Stretch a crystal evenly until its volume has grown by about a quarter, and the same ions must fill more space. If each ion went on responding to the average electric field in the crystal as before, the response per volume would shrink by about a fifth. In strontium oxide it shrinks by only 4%. The electrons of each formula unit respond so much more strongly in the looser lattice that they make up for most of the dilution.

Cubic SrO (space group Fm-3m), strained evenly by up to 4% in edge length either way from its r2SCAN geometry. Ansatz 0.2.0, r2SCAN with plane waves and PAW, cutoff 500 eV, 8×8×8 k mesh, fixed occupations, no spin polarisation. The dielectric constant is the linear response to a uniform static field with the ions held in place.

| volume (Å³/atom) | shortest distance (Å) | electronic dielectric xx |
| --- | --- | --- |
| 15.192 | 2.477 | 3.595 |
| 15.672 | 2.502 | 3.571 |
| 16.162 | 2.528 | 3.549 |
| 16.661 | 2.554 | 3.531 |
| 17.171 | 2.580 | 3.516 |
| 17.692 | 2.606 | 3.504 |
| 18.222 | 2.631 | 3.495 |
| 18.764 | 2.657 | 3.488 |
| 19.315 | 2.683 | 3.484 |

The electronic dielectric constant $\varepsilon$ measures how far the electron clouds shift in a field while the nuclei stay in place. The three directions agree because the crystal is cubic. Vacuum alone contributes 1, so the material's own part is $\varepsilon-1$. Along the series $\varepsilon$ falls from 3.595 to 3.484, and each step down is smaller than the one before. There are thus two things to explain: why the fall is so small, and why it dies out.

Multiplying $\varepsilon-1$ by the volume takes out the dilution and leaves the response of one formula unit to the average field. This product grows by 22% while the volume grows by 27%. The slight fall in $\varepsilon$ is what remains of two large effects that nearly cancel. With an unchanged response per formula unit, $\varepsilon$ would have dropped to about 3.04 in the largest cell.

The chemical reason lies mainly with the oxide ion. A free $\mathrm{O}^{2-}$ ion does not hold its second extra electron; in the crystal, the positive ions around it create the potential well that does. Neighbouring electron clouds also press on the ion from outside. When the lattice expands, the well becomes shallower and the pressure eases, so the outer electrons spread out and are more easily displaced. This is the standard picture of oxide ions; the table shows the growing response but does not divide it between the ions.

The same idea can be put in terms of energies. A static field polarises an insulator by mixing a little of the empty states into the filled ones, and the lower the energy needed to reach the empty states, the easier the mixing. If all these excitations are replaced by a single one of average energy $E$, with a fixed total strength per formula unit, then

$$\varepsilon-1=\frac{C}{V E^2},$$

where $V$ is the volume per atom and $C$ is a constant. Volume enters once and energy enters squared. A growth of 1% in volume is therefore cancelled when $E$ falls by half a percent.

That half percent is the number to remember. If the average excitation energy falls more slowly than this, expansion lowers $\varepsilon$; if it falls faster, expansion raises $\varepsilon$. For a related insulator, the question to ask is how strongly its excitation energies, averaged over the whole band structure, depend on volume. Strontium oxide stays below the balance but not far from it, and so its dielectric constant changes little.

The formula turns each value of $\varepsilon$ into a value of $E$ relative to that of the smallest cell. Over the series this energy falls by 9%, and it does so almost exactly in proportion to the added volume. A least-squares straight line through the first eight rows gives $E=1.345-0.02272\,V$, with $V$ in Å³ per atom. The straight line is the simplest possible law for a small deformation, not something derived from the electronic structure.

The largest cell was left out of the fit, because there the lowest empty state has moved to another place in the band structure. For $V=19.315$ the line gives $E\approx0.906$. Dilution alone reduces the starting value of $\varepsilon-1$ to $2.595\times15.192/19.315\approx2.041$. Dividing by $0.906^2$ brings it back up to about 2.49, so $\varepsilon\approx3.49$; without the rounding of these steps the line gives 3.484, the value in the table. The test is a mild one, since this row lies only one step beyond the fitted range, but it shows that the moved band edge leaves no visible mark.

Within this model, the straight line also accounts for the way the fall dies out. Each added cubic ångström lowers $E$ by the same amount, but in a larger cell one percent of the volume is more cubic ångströms, and $E$ itself has become smaller. The fall of $E$ for each percent of volume therefore rises from 0.35% in the smallest cell to 0.48% in the largest. It comes close to the half percent at which dilution is cancelled, and the curve flattens. Continued further, the line would put a minimum of $\varepsilon$ just beyond the last cell, but that is an extrapolation.

Because $E$ was obtained from $\varepsilon$, it needs support from elsewhere, and the band energies of the same calculation provide some. They can be compared for two cells, at 15.672 and 18.764 Å³ per atom. The distance from the highest filled to the lowest empty band, averaged over 20 points of the band structure, falls from 6.6 to 5.9 eV. That is a fall of 10%, where the formula asks for 7%. The average takes in only one pair of bands, covers only part of the mesh and gives every point equal weight. It also leaves out the point where the lowest empty state of both cells lies, and there the distance grows. It therefore supports the direction and the rough size and no more.

It might seem simpler to use the band gap, the smallest energy between filled and empty states. Yet this gap rises from 3.69 to 3.81 eV over the first eight rows, which would make the electrons harder to polarise, not easier. Put in place of $E$, it would take the dielectric constant down to 2.95 in the largest cell, even lower than dilution alone. The band gap belongs to the edge of the bands, whereas the dielectric constant collects excitations from all over them.

The edge behaves differently because its empty states are of two kinds. At the centre of the Brillouin zone, the point Γ, the lowest empty state is spread out and $s$-like, and its distance from the filled states shrinks from 5.31 to 3.96 eV between the two cells just compared. At the zone boundary point X, the corresponding distance grows by 0.2 eV. In the usual picture of the heavier alkaline-earth oxides, that state is built from strontium $d$ orbitals, which overlap with those of neighbouring strontium ions and are lowered by it; expansion weakens the overlap. Measured from the filled states at Γ, the empty state at X rises by only 0.07 eV. The weaker electrostatic potential of the ions is expected to pull it the other way and so to hide part of the effect of the lost overlap. The rest of the growth, about two thirds, comes from the filled states at X, which sink by 0.13 eV relative to those at Γ. The orbital characters are taken from this general picture, while the opposite shifts are computed.

These shifts account for the two rows in which a band edge changes its place. Through most of the series the lowest empty state is at X, but the one at Γ is coming down and has passed it in the largest cell. The band gap then stops rising and drops by 0.04 eV, while $\varepsilon$ continues on its smooth course. In the smallest cell it is the top of the filled bands that lies at X instead of Γ, again without a kink in $\varepsilon$. In both cases two states have merely exchanged their order at the edge, and the sum over all excitations hardly notices.

For optical measurements this near-cancellation has a practical side. Well below the absorption edge, but above the lattice vibrations, the refractive index is the square root of $\varepsilon$. Near the unstrained cell, at 17.171 Å³ per atom, a volume change of 1% alters $\varepsilon-1$ by only about 0.2%. The index of a dense layer is therefore a poor gauge of how far its lattice is evenly stretched. A film strained only in its plane loses its cubic symmetry, and these cells do not cover that case.

In a slowly varying field the ions move as well. Their contribution to the dielectric constant is large in an ionic oxide and is absent here, so the near-cancellation is shown for the electronic part alone.

The absolute level of $\varepsilon$ also deserves some caution. Functionals of this kind usually give band gaps that are too small, and excitation energies that are too low tend to make $\varepsilon$ too high. How much this changes the slope with volume is not known from a single level of theory. The smooth curve speaks against random scatter between the cells, but without a second, finer mesh a shift common to them all cannot be ruled out. Nor does the formula separate a lower excitation energy from a stronger excitation, so part of the fall in $E$ may really be a gain in strength.
